**Which level of theory is worth its cost for this O–H torsion?**

I'm turning one O–H group of aminoboronic acid, H₂N–B(OH)₂, about its B–O bond and have energies at four levels.

Calculated values. Gas-phase aminoboronic acid (SMILES NB(O)O), Ansatz 0.2.0: def2-TZVPP energies (frozen cores in MP2 and coupled cluster) at PBE0-D4/def2-TZVP structures, relative to the PBE0-D4 minimum (180.0°) at each level. The relaxed scan of the torsion N1-B2-O3-H7 (SMILES order, hydrogens last) holds these four atoms in place, with their three bonds and two angles as in the minimum.

```
torsion (°)  CCSD(T) (eV)  PBE0-D4 (eV)  MP2 (eV)  CCSD (eV)  PBE0-D4 less CCSD(T) (eV)  T1 diagnostic
     -150.7        0.0606        0.0619    0.0623     0.0626                     0.0013          0.011
     -110.7        0.2833        0.2807    0.2879     0.2863                    -0.0026          0.011
      -70.7        0.3383        0.3343    0.3425     0.3414                    -0.0040          0.011
      -30.7        0.2020        0.2021    0.2048     0.2048                     0.0001          0.011
        9.3        0.1669        0.1680    0.1691     0.1686                     0.0011          0.011
       49.3        0.2648        0.2633    0.2682     0.2682                    -0.0015          0.011
       89.3        0.3535        0.3487    0.3582     0.3562                    -0.0048          0.011
      129.3        0.1750        0.1750    0.1786     0.1781                     0.0000          0.011
      169.3        0.0076        0.0081    0.0079     0.0080                     0.0005          0.011
      180.0        0.0000        0.0000    0.0000     0.0000                     0.0000            n/a
```

PBE0-D4 agrees with CCSD(T) to every printed digit at 129.3°, yet it misses by more than any other level at 89.3°. CCSD costs far more than the functional and doesn't look clearly better. Do I need CCSD(T) for such a barrier, or is PBE0-D4 enough? And is there something I should improve before the level of theory?

**Answer**

Three sizes are worth remembering here. The barrier is a few tenths of an eV, the steps between your levels are a few thousandths, and the thermal energy at room temperature lies between them, at about 0.026 eV. For the order of the conformers or a rough rate of turning, PBE0-D4 is therefore enough. For a torsional spectrum it isn't, but there the grid, the constraints and the basis need as much care as the level.

The reason lies in what the torsion does to the electrons. Boron has an empty p orbital perpendicular to the molecular plane, and each oxygen has a lone pair that can donate into it. This works best when the O–H bond lies in the plane. Turn it by a right angle, and the donating lone pair turns away from the empty orbital, so that much of the stabilisation is lost. Near 0° the donation is back, but the hydrogen now faces the NH₂ group instead of the other oxygen, and the molecule sits in a second, higher conformer. This is the standard explanation of such a barrier; the energies agree with it but don't measure the donation itself.

For the choice of method, what matters is that the lone pair remains a pair. When donation weakens, its two electrons simply stay on the oxygen. Twisting a C=C double bond is a different matter: there a bond between two half-filled orbitals is broken, and a single determinant becomes a poor start. Your T1 diagnostic, which measures the weight of single excitations in the coupled-cluster wave function, stays at 0.011 in the turned structures, below the customary warning value of about 0.02.

Most of the correlation energy is then the same at every angle and drops out of the differences. The perturbative triples, the "(T)" in CCSD(T), lower the minimum by 0.78 eV. Yet they change no relative energy in your scan by more than 0.0034 eV, which is less than half a percent of that. Even Hartree–Fock, the starting point of these coupled-cluster runs, is within 0.008 eV of CCSD(T) at −150.7° and at −110.7°. A method can thus treat correlation quite roughly and still give a good torsion curve.

**Which level is better depends on the difference you want**

First fold the scan, because the planar minimum makes a turn to the left equivalent to one to the right. Sorted by the size of the angle, your points form one smooth curve with one barrier. The deviation of PBE0-D4 from CCSD(T) is smooth too. It is slightly positive near the two planar forms and negative around the top, so it has to pass through zero in between. The perfect agreement at 129.3° is such a crossing and says nothing about the quality of the functional.

MP2 and CCSD behave differently, as both lie above CCSD(T) in every turned structure. Counted from the minimum, MP2 is as far off at 89.3° as PBE0-D4, by almost 0.005 eV, only in the other direction. Averaged over the turned structures, CCSD is no closer to CCSD(T) than the functional is. If you looked only at energies above the minimum, you would see little reason to pay for either method.

Now ask for the way back, from near the higher conformer (9.3°) up to 89.3°. CCSD(T) gives 0.187 eV for this climb. PBE0-D4 starts too high and ends too low, so its two errors add up to 0.006 eV. MP2 and CCSD are too high at both ends, and much of their error cancels, which leaves 0.0025 eV and 0.001 eV. The wave-function methods win here because their errors have the same sign at both ends.

**What a purpose needs**

For a rate at room temperature, the PBE0-D4 error in this climb changes the Boltzmann factor by about 26%. That is rarely worth a more expensive method, since a common target for reaction energies, 1 kcal/mol or 0.043 eV, is several times larger than any step between your levels. All four levels also put the structures in the same order. For torsional energy levels the standard is stricter: the largest deviation of PBE0-D4 from CCSD(T) corresponds to about 39 cm⁻¹, which a spectroscopist would notice.

The cost grows steeply with size. By formal scaling, doubling the molecule makes a hybrid functional about 16 times as expensive, MP2 32 times, CCSD 64 times and CCSD(T) 128 times. For a molecule as small as yours, CCSD(T) at a few fixed structures is affordable, while relaxing every structure with it would be a much larger task. It is sensible to let PBE0-D4 find the structures and to spend CCSD(T) on the few that matter. Stopping at CCSD makes little sense at this size, because the triples then need only one further, non-iterative step.

**Look at the grid before the level**

Your highest point, 89.3°, needn't be the top of the barrier. A parabola through the three folded CCSD(T) points around it shows how much the grid may hide:

1. From 70.7° to 89.3° the energy rises by 0.0152 eV over 18.6°, a mean slope of +0.00082 eV per degree.
2. From 89.3° to 110.7° it falls by 0.0702 eV over 21.4°, a mean slope of −0.00328 eV per degree.
3. These slopes belong to the midpoints, 80° and 100°. The slope thus changes by −0.000205 eV per degree for each degree, and it reaches zero at about 84°.
4. The top then lies ½ × 0.000205 × 5.3² ≈ 0.003 eV above your highest point.

Three points spread over 40° give only the order of magnitude, as the true curve isn't a parabola. Still, what the grid hides is about as large as the step from CCSD to CCSD(T). One or two extra structures near 84° would remove this error at little cost, whereas a better method on the old grid would keep it.

The constraints may matter even more. Your scan holds three bonds and two angles at their values in the minimum, among them the length of the B–O bond that is being twisted. A scan that fixes the torsion alone leaves the molecule more freedom to relax, so at the PBE0-D4 level your energies are upper limits to the ones it would give. The B–O bond, for instance, would like to lengthen when it loses donation. I expect the release to be worth anything from some thousandths to a few hundredths of an eV, so it may well exceed the steps between methods. Repeating the 89.3° structure with only the torsion held would settle it.

The last setting is the basis. All your levels share one triple-zeta set, so the table can't tell how far each of them would move in a larger one. Correlated methods converge more slowly with the basis than functionals do, so the gap between PBE0-D4 and CCSD(T) may itself change, and a shift as large as the differences discussed here is quite possible.

So match the effort to the error you can tolerate. If 0.01 eV between levels is good enough, stay with PBE0-D4. If you need a few thousandths of an eV, first locate the top with only the torsion held, then run CCSD(T) in two basis sets at the minimum, the top and the higher conformer, and add the zero-point energies before you compare with a measurement.
